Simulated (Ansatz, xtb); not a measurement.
## Relative energy of two isomers of C3H7B

We compare a, `B/C=C\C`, a singlet, with b, `BC(=C)C`, a singlet. Both are isolated molecules in the gas phase, relaxed with B3LYP-D3(BJ)/def2-SVP; the shapes shown needn't be the lowest conformers.

a (Å):

```xyz
11

C    -0.0979    0.7022   -0.8681
C    -1.1915   -0.0735   -0.6511
C    -1.7186   -0.5748    0.6533
B     0.8517    1.2408    0.2128
H     0.6834    1.0018    1.3845
H     1.7993    1.9242   -0.0954
H     0.0995    0.9493   -1.9189
H    -1.7832   -0.3885   -1.5237
H    -2.7591   -0.2335    0.7971
H    -1.1163   -0.2495    1.5103
H    -1.7614   -1.6785    0.6448
```

b (Å):

```xyz
11

C    -0.6370    0.2968   -0.1293
C    -1.2189    0.1794   -1.3449
C    -1.1218   -0.5098    1.0533
B     0.5459    1.2852    0.0106
H     0.9111    1.9208   -0.9491
H     1.1159    1.4347    1.0661
H    -0.8658    0.7648   -2.1989
H    -2.0610   -0.4997   -1.5309
H    -1.9671   -1.1687    0.7991
H    -0.3095   -1.1348    1.4609
H    -1.4386    0.1530    1.8762
```

Question: Estimate which is lower in electronic energy at CCSD(T)/def2-SVP + ΔMP2/def2-TZVPP, and by roughly how much.

Answer: Too close to call at this level: CCSD(T)/def2-SVP + ΔMP2/def2-TZVPP gives E(b) − E(a) = +1.60 kJ/mol.

How the difference moves with the method:

```
                             level               geometry  E(b) − E(a) (kJ/mol)  departure from the last row (kJ/mol)  job, with rough time for the two
                          GFN2-xTB               GFN2-xTB                   −0.62                                 −2.21              optimisation, 0.17 s
                         HF/STO-3G               GFN2-xTB                   −0.80                                 −2.40              single point, 0.32 s
                r2SCAN-D4/def2-SVP               GFN2-xTB                   +1.28                                 −0.32               single point, 2.7 s
             B3LYP-D3(BJ)/def2-SVP  B3LYP-D3(BJ)/def2-SVP                   +7.01                                 +5.41                optimisation, 46 s
                       HF/def2-SVP  B3LYP-D3(BJ)/def2-SVP                   +4.44                                 +2.85           part of the CCSD(T) run
                      MP2/def2-SVP  B3LYP-D3(BJ)/def2-SVP                   +2.36                                 +0.77           part of the CCSD(T) run
                  CCSD(T)/def2-SVP  B3LYP-D3(BJ)/def2-SVP                   +1.95                                 +0.35                      single point
CCSD(T)/def2-SVP + ΔMP2/def2-TZVPP  B3LYP-D3(BJ)/def2-SVP                   +1.60                                                      single point, 15 s
```

As drawn, both hold the same kinds of bond in the same numbers.

The largest departure from CCSD(T)/def2-SVP + ΔMP2/def2-TZVPP is that of B3LYP-D3(BJ)/def2-SVP, 5.41 kJ/mol. The last row adds to CCSD(T) the change of the MP2 difference between the two basis sets, here −0.35 kJ/mol.

With harmonic frequencies from B3LYP-D3(BJ)/def2-SVP (ideal gas, rigid rotor, one conformer each, 298.15 K, 1 atm): the zero-point term adds −1.27 kJ/mol; ΔH is +0.58 and ΔG +0.01 kJ/mol.

The correlated steps freeze 4 core orbitals. Run with Ansatz 0.2.0, xtb 6.7.1; the last row on 2 threads of Intel(R) Xeon(R) Platinum 8259CL CPU @ 2.50GHz (Skylake/Cascade Lake) on a shared host.

The two propenylboranes are practically isoenergetic, and the free-energy difference of +0.01 kJ/mol gives no thermodynamic preference between these two conformers. The balance probably comes from opposing effects. In both structures the BH2 group lies in the plane of the alkene, so the π bond can donate into the empty boron p orbital. This leaves positive character on the carbon β to boron, where the methyl group of a stabilises it by hyperconjugation. In b the methyl sits on the α carbon and helps less, but b avoids the cis contact between CH3 and BH2 that a has to accommodate.

Correlation narrows the gap from +4.44 kJ/mol at Hartree–Fock to +1.95 kJ/mol with CCSD(T) in the same basis, which suggests that the branched skeleton of b gains more from medium-range correlation, a contribution B3LYP may undervalue. The near-tie may not extend to the trans isomer of a, which was not computed here but would keep the favourable methyl position without the cis crowding.
